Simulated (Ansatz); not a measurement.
**4 guesses for Ti2B and where they end**

Computed with DFT PBE, scalar-relativistic, plane waves, PAW (Ansatz 0.2.0). All cells share a 420 eV cutoff and Γ-centred k meshes spaced at most about 0.3 Å⁻¹ (about 0.25 or finer for metals, 2π included). No spin polarisation in the final relaxations.

Each guess was relaxed in cell and atoms at zero pressure, within the symmetry of its start. Temperature and zero-point effects are left out. Coordination counts B atoms around Ti (those within 1.25 times the shortest such distance or 1.15 times the sum of covalent radii; a plus sign parts nearer from farther groups; the shortest distance is added where it exceeds 1.18 times the sum of covalent radii; a slash parts the counts of unlike sites).

```
guess                 made from  start group  V start (Å³/atom)  end group  V end (Å³/atom)  coordination at the end  gap on mesh (eV)  E over the lowest end (meV/atom)
    1               random cell         P6mm               12.9     P6/mmm             14.2        Ti 4/6 from 3.2 Å                 0                               216
    2               random cell         Cmmm               14.5          ?                ?                        ?                 ?                                 ?
    3  a Materials Project cell       I4/mcm               12.6     I4/mcm             12.7                     Ti 4                 0                                 0
    4               random cell         R-3m               14.7       R-3m             15.2                     Ti 3                 0                               253
```

Guess 2 as it starts:

```
Ti B
1.0
     2.78890   -2.95643    0.00000
     2.78890    2.95643    0.00000
     0.00000    0.00000    5.26947
Ti B
4 2
Direct
  0.00000 0.50000 0.00000
  0.50000 0.00000 0.00000
  0.70311 0.29689 0.50000
  0.29689 0.70311 0.50000
  0.00000 0.00000 0.50000
  0.50000 0.50000 0.00000
```

**Question.** Predict the end of this guess and its energy over the lowest end.

**Answer.** It ends in space group Cmmm (No. 65), with a = 5.938 Å, b = 6.917 Å, c = 4.237 Å, 14.5 Å³/atom and no gap. It lies 0.78 eV/atom over the lowest end, above guess 4 and so the highest of the set. Counting B atoms around Ti, this end has Ti 2/1+2 and the lowest (guess 3) has Ti 4.

```
Ti B
1.0
     2.96916   -3.45835    0.00000
     2.96916    3.45835    0.00000
     0.00000    0.00000    4.23664
Ti B
4 2
Direct
  0.00000 0.50000 0.00000
  0.50000 0.00000 0.00000
  0.67840 0.32160 0.50000
  0.32160 0.67840 0.50000
  0.00000 0.00000 0.50000
  0.50000 0.50000 0.00000
```

Formation energies are uncorrected and refer to the elements' standard structures at the same level.

**Question.** Is the lowest end bound against the elements?

**Answer.** Yes: its formation energy is −0.40 eV/atom. A negative formation energy is needed for stability but isn't enough: competing phases decide.

Cells relaxed within their symmetry can be saddle points. Some types were kept out of the candidates beforehand, so the set may lack a known form.

The tetragonal end is both the densest and the lowest in energy, but volume alone doesn't set the order: guess 2 ends denser than guess 4 yet lies far above it. Its coordinates suggest why. One of its two boron sites has only two close Ti neighbours, in a line, while the other sits in a much fuller Ti cage. Boron in metal-rich borides gains its energy from many Ti d–B p contacts, so the starved site is probably the main penalty, with a very short Ti–Ti contact adding repulsion. In guess 1, one kind of Ti has no boron within bonding range, whereas every Ti in the lowest end has four boron neighbours.

The energies also separate the ends by binding: guesses 1 and 4 remain below the elements, while guess 2 lies above them and relaxed only to a poor stationary point. For the tetragonal end, the telling comparison would be with a mixture of Ti and TiB, the well-established neighbouring boride, since Ti2B isn't generally accepted as an equilibrium phase.
